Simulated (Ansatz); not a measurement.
All numbers below come from Ansatz 0.2.0, DFT PBE, scalar-relativistic, plane waves, PAW. All cells share a 420 eV cutoff and Γ-centred k meshes spaced at most about 0.3 Å⁻¹ (about 0.25 or finer for metals, 2π included). No spin polarisation in the final relaxations.

These are static total energies at zero pressure.

Compare these two cells of Cd2Te3, each relaxed at this level.

A. Space group P6/mmm (No. 191), hexagonal, a = 6.233 Å, c = 5.887 Å. Around Cd lie 1 Cd at 2.74 Å, 1 Cd at 3.14 Å and 6 Te at 3.49 Å; Te is surrounded by 4 Te at 3.12 Å and 4 Cd at 3.49 Å.

B. Space group Pm-3m (No. 221), cubic, a = 5.634 Å. Cd on its first site has 12 Te at 3.98 Å (long contacts); around Cd on its second site lie 6 Te at 2.82 Å; Te has 2 Cd at 2.82 Å, 4 Cd at 3.98 Å and 8 Te at 3.98 Å.

**Question.** Which would you expect to be lower, and how large is the difference?

**Answer.** A is lower, by 286 meV/atom. A has space group P6/mmm (No. 191), 39.6 Å³/atom and no gap on its mesh; B has space group Pm-3m (No. 221), 35.8 Å³/atom and no gap. Counting Te atoms around Cd (those within 1.25 times the shortest such distance or 1.15 times the sum of covalent radii; the shortest distance is added where it is long for a bond; a slash parts the counts of unlike sites), A has Cd 6 from 3.5 Å and B has Cd 6/12 from 4.0 Å. The lower one is the more open, so pressure narrows the difference. Even the lower one lies +0.20 eV/atom against the reference forms of the elements (uncorrected), so neither is stable at this level. Both come from invented guesses. A third cell relaxed alike, in R-3c, lies 246 meV/atom below the lower of the two.

Spin–orbit coupling, which can matter for Te, is left out. Cells relaxed within their symmetry can be saddle points.

The preference for A looks like a choice between two poor bonding arrangements. B has octahedral Cd–Te contacts of normal length, 2.82 Å, but its other Cd sits in a cage with Te no closer than 3.98 Å, far too large for a small, polarising cation. In A the Cd–Te contacts are all weak, and the short 2.74 Å Cd–Cd contact and the stretched Te–Te contacts probably supply much of the cohesion.

The composition adds to the difficulty: two Cd(II) cannot supply enough electrons to fill the 5p shells of three separate tellurides. Without Te–Te bonding, B should therefore have holes in its Te 5p band, consistent with the missing gap. A's Te–Te contacts may relieve this deficiency only in part, since Cd–Cd bonding holds electrons back from Te.

The R-3c cell falls slightly below the elements, but that does not establish a stable compound, because the decisive competitor is zinc-blende CdTe plus tellurium, which is not compared here.
